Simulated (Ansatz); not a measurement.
A series in volume scale on SbP

Periodic Kohn-Sham DFT of a crystal at fixed atoms, scaled to volume_scale times the given cell; pressure positive in compression, energy less spherical unpolarised free atoms, largest_vzz the field gradient of largest size among the nuclei. The results are calculated, by Ansatz 0.2.0.

The cell before it is scaled or strained (space group Fm-3m, No. 225):
```
CELL_PARAMETERS angstrom
0.00000 2.81770 2.81770
2.81770 0.00000 2.81770
2.81770 2.81770 0.00000
ATOMIC_POSITIONS crystal
Sb 0.00000 0.00000 0.00000
P 0.50000 0.50000 0.50000
```

Settings of every row: method all-electron LAPW; functional PBE; relativity scalar; k mesh 11x11x11; filling fermi-dirac; smearing width 0.05 eV; basis error target 0.5 meV/atom; nucleus gaussian.

Atom start moment: 0 on all atoms.

Limits: no spin-orbit coupling on heavy atoms; the cell comes from a prototype or a list of computed structures and needn't be the stable phase.

```
row  volume scale  V (Å³/atom)  pressure (GPa)  energy less free atoms (eV/atom)
  1          0.96       21.476             3.4                           -4.6095
  2          0.98       21.924               ?                                 ?
  3             1       22.372           0.007                           -4.6187
  4          1.02       22.818           -1.45                           -4.6166
  5          1.04       23.266          -2.757                           -4.6107
```

Question: what pressure and energy less free atoms should row 2 give?

Worked fit of pressure. Take u = (V_r/V)^(2/3) − 1 with V_r = 22.595 Å³ an atom, which is twice the finite (Eulerian) strain; such expansions in the strain, on which the Birch-Murnaghan equation of state is built, carry the rest volume and the bulk modulus. The shown rows have u = 0.03444, 0.00663, -0.00653, -0.01932. Least squares give pressure = −0.7391 + 110.158 × u + 291.44 × u² GPa; a straight line predicts inner rows, each left out in turn, worse (root mean square 0.13 against 0.0082 GPa). The rows lie off it by 0.000, 0.003, -0.004, 0.002. The pressure vanishes at u = 0.0066, or V = 22.37 Å³ an atom, and there the bulk modulus at fixed shape and fractions is B = −V dP/dV = (2/3)(1 + u) dP/du = 76.5 GPa. The withheld row has u = 0.0203, so the fit gives −0.7391 + 110.158 × (0.0203) + 291.44 × (0.0203)² = 1.617 GPa.

The calculation gave 1.623 GPa. The fit lies 0.006 GPa (0.097 % of the column's range) below it; its largest miss of a shown row is 0.004 GPa.

Worked fit of energy less free atoms. Take u = (V_r/V)^(2/3) − 1 with V_r = 22.595 Å³ an atom, which is twice the finite (Eulerian) strain; such expansions in the strain, on which the Birch-Murnaghan equation of state is built, carry the rest volume and the bulk modulus. The shown rows have u = 0.03444, 0.00663, -0.00653, -0.01932. Least squares give energy less free atoms = −4.61816 − 0.1574 × u + 11.867 × u² eV/atom; a straight line predicts inner rows, each left out in turn, worse (root mean square 0.0052 against 5.3e-05 eV/atom). All shown rows lie on it to the printed digit. Its lowest point lies at u = 0.0066, or V = 22.37 Å³ an atom, and the curvature there gives the bulk modulus at fixed shape and fractions, B = (4/9)(1 + u)² E″(u)/V = 76.5 GPa. The withheld row has u = 0.0203, so the fit gives −4.61816 − 0.1574 × (0.0203) + 11.867 × (0.0203)² = -4.6165 eV/atom.

The calculation gave -4.6164 eV/atom. The fit lies 0.0001 eV/atom (1.1 % of the column's range) below it, one unit of the last digit.
